**Static polarisabilities of F⁶⁺: near-degenerate partner plus hydrogenic remainder**

The table holds scalar and tensor static dipole polarisabilities (bohr³) of the 2s, 2p, 3d and 4f states of lithium-like fluorine from a B-spline many-body calculation (no-pair Dirac–Coulomb, frozen-core DHF followed by Brueckner orbitals). The program tests a model in which each value is the sum of a near part, the coupling to the same-$n$ level with a hydrogenic dipole for charge 7 and the calculated gap, and a far part, the exact hydrogenic sum over all other states. Without fitting, the model is 10 to 13 % too large in magnitude for $n=2$ and within 0.7 % for 3d. One fitted 4d–4f gap of 27.4 meV reproduces the four 4f entries within 0.13 %, and an independent estimate gives 26.6 ± 1.0 meV. The output also shows the near-cancellation of scalar and tensor parts at $|M|=j$, the split of the growth into dipole and gap factors, the fine-structure origin of the 7 % difference between the 4f rows, and their sensitivity of about 3 % per meV.

Static dipole polarisabilities of the lowest state of each symmetry in F⁶⁺, one electron outside a frozen 1s² core. B-spline many-body code 1, no-pair Dirac–Coulomb: Dirac–Hartree–Fock, then Brueckner orbitals from a second-order or RPA-screened correlation potential, with static core-polarisation RPA; finite nucleus of rms radius 2.8976 fm.

## The fit in Python

```python
# Table: static scalar and tensor dipole polarisabilities (bohr^3) of F6+ states, B-spline many-body code,
# Dirac-Coulomb, Brueckner orbitals. Test: same-n partner (hydrogenic dipole, run's gaps) + hydrogenic rest.
T = {
    'polarised': ['2s1/2', '2p1/2', '2p3/2', '3d3/2', '3d5/2', '4f5/2', '4f7/2'],
    'polarised_scalar': [0.6783, -0.1504, -0.1483, -10.89, -11.1, -1262, -1346],  # bohr³
    'polarised_tensor': [None, None, 0.2073, 7.931, 11.67, 1056, 1349],  # bohr³
}
import numpy as np
from functools import lru_cache
from scipy.linalg import eigh
from scipy.special import gamma
from scipy.optimize import minimize_scalar
from scipy.constants import physical_constants as pc, alpha as fs
from sympy import Rational as Q
from sympy.physics.wigner import wigner_3j
Ha = pc['Hartree energy in eV'][0]; cm = 100/pc['electron volt-inverse meter relationship'][0]; Z = 7
# typed from further outputs of the same run: levels (eV; key n,l,2j), removal energy, doublets (1/cm), core, extra digits
lev = {(2,0,1):0.0,(2,1,1):13.9178,(2,1,3):14.0385,(3,1,1):109.735,(3,1,3):109.771,(3,2,3):111.031,(3,2,5):111.042}
rem, e4d5, fs4d, fs4f, core, raw4f7 = 185.179, 143.479, 36.5252*cm, 18.2883*cm, 0.00161127, 1349.28-1346.49
I = lambda m, n: gamma(m+1)*(n/2)**(m+1)
def basis(n, l):  # hydrogen pseudo-states in r^p exp(-r/n); exact for the second-order sum
    p = l+1+np.arange(6); s = p[:,None]+p; S = I(s,n)
    H = (l*(l+1)-p*(p-1))/2*I(s-2,n)+(p/n-1)*I(s-1,n)-S/(2*n*n)
    d = 1/np.sqrt(np.diag(S)); E, C = eigh((H+H.T)/2*d*d[:,None], S*d*d[:,None]); return p, E, C*d[:,None]
@lru_cache(None)
def far(n, l, k):
    p, E, C = basis(n,l); q, F, D = basis(n,k); En = -0.5/n**2
    R = C[:,np.argmin(abs(E-En))]@I(p[:,None]+q+1,n)@D; m = abs(F-En) > 1e-6
    return np.sum(R[m]**2/(F[m]-En))
@lru_cache(None)
def w(J, K): return float(Q(2,3)*(K+1)*wigner_3j(Q(J,2),1,Q(K,2),Q(1,2),0,Q(-1,2))**2)
def model(n, l, J, G, f=1):
    L = dict(lev); L.update({(4,2,5):0,(4,2,3):-f*fs4d,(4,3,5):G,(4,3,7):G+f*fs4f}); j = J/2; o = np.zeros(3)
    for k, K in [(k,K) for k in (l-1,l+1) for K in (2*k-1,2*k+1) if k >= 0 and K > 0 and abs(K-J) <= 2]:
        t = {-2:-1, 0:(2*j-1)/(j+1), 2:-j*(2*j-1)/((j+1)*(2*j+3))}[K-J]
        a = w(J,K)*2.25*n*n*(n*n-max(l,k)**2)/Z**2*Ha/(L[(n,k,K)]-L[(n,l,J)]) if k < n else 0
        b = w(J,K)*far(n,l,k)/Z**4; o += [a, b, t*(a+b)]
    return o  # near scalar, far scalar, total tensor
lab, S, A = T['polarised'], T['polarised_scalar'], T['polarised_tensor']
st = [(int(x[0]), 'spdf'.index(x[1]), int(x[2])) for x in lab]
r4 = lambda n, l: Z**4*(3*n*n-l*(l+1))/(2*n**5*(l-.5)*l*(l+.5)*(l+1)*(l+1.5))
hyd = lambda n, J: Ha*(Z*Z/(2*n*n)+Z**4*fs**2/(2*n**3)*(2/(J+1)-.75/n))
G0 = rem-e4d5-hyd(4,5)-Ha*core*r4(4,3)/2
err = lambda G: sum((model(*st[i],G)[:2].sum()/S[i]-1)**2+(model(*st[i],G)[2]/A[i]-1)**2 for i in (5,6))
G = minimize_scalar(err, bounds=(.01,.06), method='bounded', options={'xatol':1e-8}).x
print(f'gap G=4f5/2-4d5/2: estimate {1e3*G0:.1f} +-1.0 meV (rounding), fitted {1e3*G:.2f} meV = {G/cm:.0f} 1/cm')
print(f'fitted gaps: 4f5/2-4d3/2 {1e3*(G+fs4d):.2f}, 4f7/2-4d5/2 {1e3*(G+fs4f):.2f} meV; 4d,4f doublets {1e3*fs4d:.2f},{1e3*fs4f:.2f} meV')
print('row: scalar table, near, far, model (bohr^3), err%, rounding% | tensor table, model, err% (no core term; 4f with fitted G)')
es = []
for x, s, a, q in zip(lab, S, A, st):
    u, v, t = model(*q, G); es.append(100*((u+v)/s-1)); fl = 50*10**(np.floor(np.log10(abs(s)))-3)/abs(s)
    print(f'{x}: {s:.4g} {u:.4g} {v:.4g} {u+v:.4g} {es[-1]:+.2f} {fl:.3f}' + (f' | {a:.4g} {t:.4g} {100*(t/a-1):+.2f}' if a else ''))
print('worst scalar row:', lab[int(np.argmax(np.abs(es)))])
for i in (5, 6):
    m0 = model(*st[i],G0); sl = 100*(model(*st[i],G+1e-3)[:2].sum()/model(*st[i],G)[:2].sum()-1)
    print(f'{lab[i]} with estimated G: scalar {m0[:2].sum():.0f} ({100*(m0[:2].sum()/S[i]-1):+.1f}%), tensor {100*(m0[2]/A[i]-1):+.1f}%; change per +1 meV {sl:+.1f}%')
print('|M|=j value scalar+tensor vs circular state n^4(n+1)(4n+5)/(4*7^4), bohr^3')
for i in (2, 4, 6):
    n = st[i][0]; c = n**4*(n+1)*(4*n+5)/4/Z**4; y = S[i]+A[i]
    print(f'{lab[i]}: table {y:.3g} (rounding +-{10**(np.floor(np.log10(A[i]))-3):.0e}), model {c:.4f}, err {100*(c/y-1):+.1f}%, share of |scalar| {100*y/abs(S[i]):.2f}%')
print(f'4f7/2 from extra digits: {raw4f7:.2f}, model err {100*(c/raw4f7-1):+.1f}%')
for i in (2,3,4,5,6): m = model(*st[i],G); print(f'{lab[i]} tensor/scalar: table {A[i]/S[i]:.3f}, model {m[2]/m[:2].sum():.3f}')
for i in (1,3,5): print(f'scalar {lab[i+1]}/{lab[i]}: table {S[i+1]/S[i]:.4f}, model {model(*st[i+1],G)[:2].sum()/model(*st[i],G)[:2].sum():.4f}')
m5, m7 = model(4,3,5,G,0), model(4,3,7,G,0)
print(f'4f doublets switched off: scalar ratio {m7[:2].sum()/m5[:2].sum():.4f}, 4f5/2 tensor/scalar {m5[2]/m5[:2].sum():.3f}')
g = [lev[(2,1,3)], lev[(3,2,5)]-lev[(3,1,3)], G+fs4f]; st_ = [-model(*st[i],G)[0]*x/Ha for i, x in zip((2,4,6), g)]
print('j=l+1/2 gaps (eV):', *[f'{x:.4g}' for x in g], '| angular x R^2 (bohr^2):', *[f'{x:.4g}' for x in st_])
for k, i in ((0,2),(1,4)): print(f'{lab[i]}->{lab[i+2]}: table x{S[i+2]/S[i]:.1f}; dipole factor x{st_[k+1]/st_[k]:.2f}, gap factor x{g[k]/g[k+1]:.1f}, near part x{st_[k+1]/st_[k]*g[k]/g[k+1]:.1f}')
for q in ((2,0,1),(2,1,3),(3,1,3),(3,2,5)): print(f'binding n,l,2j={q}: {rem-lev[q]:.3f} eV, above hydrogenic Z=7 by {100*((rem-lev[q])/hyd(q[0],q[2])-1):.2f}%')
print('core polarisability / |scalar| %:', *[f'{100*core/abs(s):.2g}' for s in S])
print(f'crude point-dipole core shift of 4d minus 4f: {1e3*Ha*core*(r4(4,2)-r4(4,3))/2:.0f} meV (order of magnitude only)')
assert abs(far(1,0,1)*2/3-4.5) < 1e-6
assert S[0] > 0 and all(s < 0 for s in S[1:]) and all(S[i]+A[i] > 0 for i in (2,4,6))
assert 0.02 < G < 0.035 and max(abs(e) for e in es[3:5]) < 5
```

Running it gives:

```
gap G=4f5/2-4d5/2: estimate 26.6 +-1.0 meV (rounding), fitted 27.37 meV = 221 1/cm
fitted gaps: 4f5/2-4d3/2 31.90, 4f7/2-4d5/2 29.64 meV; 4d,4f doublets 4.53,2.27 meV
row: scalar table, near, far, model (bohr^3), err%, rounding% | tensor table, model, err% (no core term; 4f with fitted G)
2s1/2: 0.6783 0.7141 0.04998 0.7641 +12.65 0.007
2p1/2: -0.1504 -0.2394 0.0733 -0.1661 +10.44 0.033
2p3/2: -0.1483 -0.2373 0.0733 -0.164 +10.62 0.034 | 0.2073 0.229 +10.48
3d3/2: -10.89 -11.62 0.7759 -10.85 -0.38 0.046 | 7.931 7.913 -0.23
3d5/2: -11.1 -11.8 0.7759 -11.02 -0.71 0.045 | 11.67 11.59 -0.65
4f5/2: -1262 -1267 4.318 -1263 +0.08 0.040 | 1056 1057 +0.13
4f7/2: -1346 -1349 4.318 -1345 -0.09 0.037 | 1349 1348 -0.10
worst scalar row: 2s1/2
4f5/2 with estimated G: scalar -1293 (+2.5%), tensor +2.4%; change per +1 meV -3.1%
4f7/2 with estimated G: scalar -1379 (+2.4%), tensor +2.4%; change per +1 meV -3.3%
|M|=j value scalar+tensor vs circular state n^4(n+1)(4n+5)/(4*7^4), bohr^3
2p3/2: table 0.059 (rounding +-1e-04), model 0.0650, err +10.1%, share of |scalar| 39.78%
3d5/2: table 0.57 (rounding +-1e-02), model 0.5735, err +0.6%, share of |scalar| 5.14%
4f7/2: table 3 (rounding +-1e+00), model 2.7988, err -6.7%, share of |scalar| 0.22%
4f7/2 from extra digits: 2.79, model err +0.3%
2p3/2 tensor/scalar: table -1.398, model -1.396
3d3/2 tensor/scalar: table -0.728, model -0.729
3d5/2 tensor/scalar: table -1.051, model -1.052
4f5/2 tensor/scalar: table -0.837, model -0.837
4f7/2 tensor/scalar: table -1.002, model -1.002
scalar 2p3/2/2p1/2: table 0.9860, model 0.9876
scalar 3d5/2/3d3/2: table 1.0193, model 1.0159
scalar 4f7/2/4f5/2: table 1.0666, model 1.0648
4f doublets switched off: scalar ratio 1.0000, 4f5/2 tensor/scalar -0.859
j=l+1/2 gaps (eV): 14.04 1.271 0.02964 | angular x R^2 (bohr^2): 0.1224 0.551 1.469
2p3/2->3d5/2: table x74.8; dipole factor x4.50, gap factor x11.0, near part x49.7
3d5/2->4f7/2: table x121.3; dipole factor x2.67, gap factor x42.9, near part x114.4
binding n,l,2j=(2, 0, 1): 185.179 eV, above hydrogenic Z=7 by 11.01%
binding n,l,2j=(2, 1, 3): 171.141 eV, above hydrogenic Z=7 by 2.67%
binding n,l,2j=(3, 1, 3): 75.408 eV, above hydrogenic Z=7 by 1.78%
binding n,l,2j=(3, 2, 5): 74.137 eV, above hydrogenic Z=7 by 0.08%
core polarisability / |scalar| %: 0.24 1.1 1.1 0.015 0.015 0.00013 0.00012
crude point-dipole core shift of 4d minus 4f: 12 meV (order of magnitude only)
```
